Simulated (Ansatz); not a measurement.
## Abstraction of Cl: C2HClF2 + SnH2Cl → C2HF2 + SnH2Cl2

Species: C2HClF2 `FC(F)=CCl`, singlet; SnH2Cl `[Cl][SnH2]`, doublet; C2HF2 `[CH]=C(F)F`, doublet; SnH2Cl2 `[Cl][SnH2][Cl]`, singlet. A radical takes Cl: the energy is the difference in strength between the C–Cl bond broken and the Sn–Cl bond made.

Shapes, held fixed at every level: PBE0-D4/def2-TZVP. Programs: Ansatz 0.2.0. The zero-point and thermal change to 298 K, harmonic and unscaled (PBE0-D4/def2-TZVP), is -3.8 kJ/mol.

Q: Estimate ΔH(298 K) of this reaction.

A: B2PLYP/def2-TZVPP gives ΔH(298 K) = +17.3 kJ/mol; the levels span -36.3 to +31.9. They disagree on the sign: 6 of 8 are positive. The median of the levels is +15.8. No measured value is set beside it here. Spin contamination: C2HF2 (⟨S²⟩ up to 0.90). Open shells run unrestricted. For atoms past krypton def2 sets carry core potentials with scalar relativity. Outer-core shells of Sn are correlated, in sets that cover them unevenly. Times are processor times on shared x86 and Arm servers, and rough.

```
               level                    kind  ΔH(298 K) (kJ/mol)  CPU time (sum over the molecules)
         HF/def2-SVP            Hartree–Fock               -36.3                                  –
       HF/def2-TZVPP            Hartree–Fock               -35.0                                  –
   PBE-D4/def2-TZVPP                     GGA               +31.9                               16 s
r2SCAN-D4/def2-TZVPP                meta-GGA               +10.6                               31 s
 B3LYP-D4/def2-TZVPP           global hybrid               +19.6                               29 s
  wB97M-V/def2-TZVPP  range-separated hybrid               +21.4                               60 s
  wB97X-V/def2-TZVPP  range-separated hybrid               +14.4                               46 s
   B2PLYP/def2-TZVPP           double hybrid               +17.3                               33 s
```

Every level with electron correlation makes chlorine transfer to tin mildly endothermic; only Hartree–Fock makes it exothermic. Enlarging the basis barely moves the Hartree–Fock value, from -36.3 to -35.0 kJ/mol, so its opposite sign comes mainly from missing correlation. That omission probably weakens the C–Cl bond more than the strongly polar Sn–Cl bond, and spin polarisation of the vinyl radical may add to the bias towards products.

The near balance makes chemical sense. Tin forms a strong, polar bond to chlorine, but the bond broken is also strong: it involves an sp² carbon, gains some chlorine lone-pair conjugation with the π system, and leaves a σ radical with little resonance stabilisation. Among the density functionals, PBE-D4 and r2SCAN-D4 bracket the hybrids, so the spread doesn't simply follow the share of exact exchange. The results support a small thermochemical penalty rather than a precise difference in bond strength, and they don't show how fast the abstraction would be.
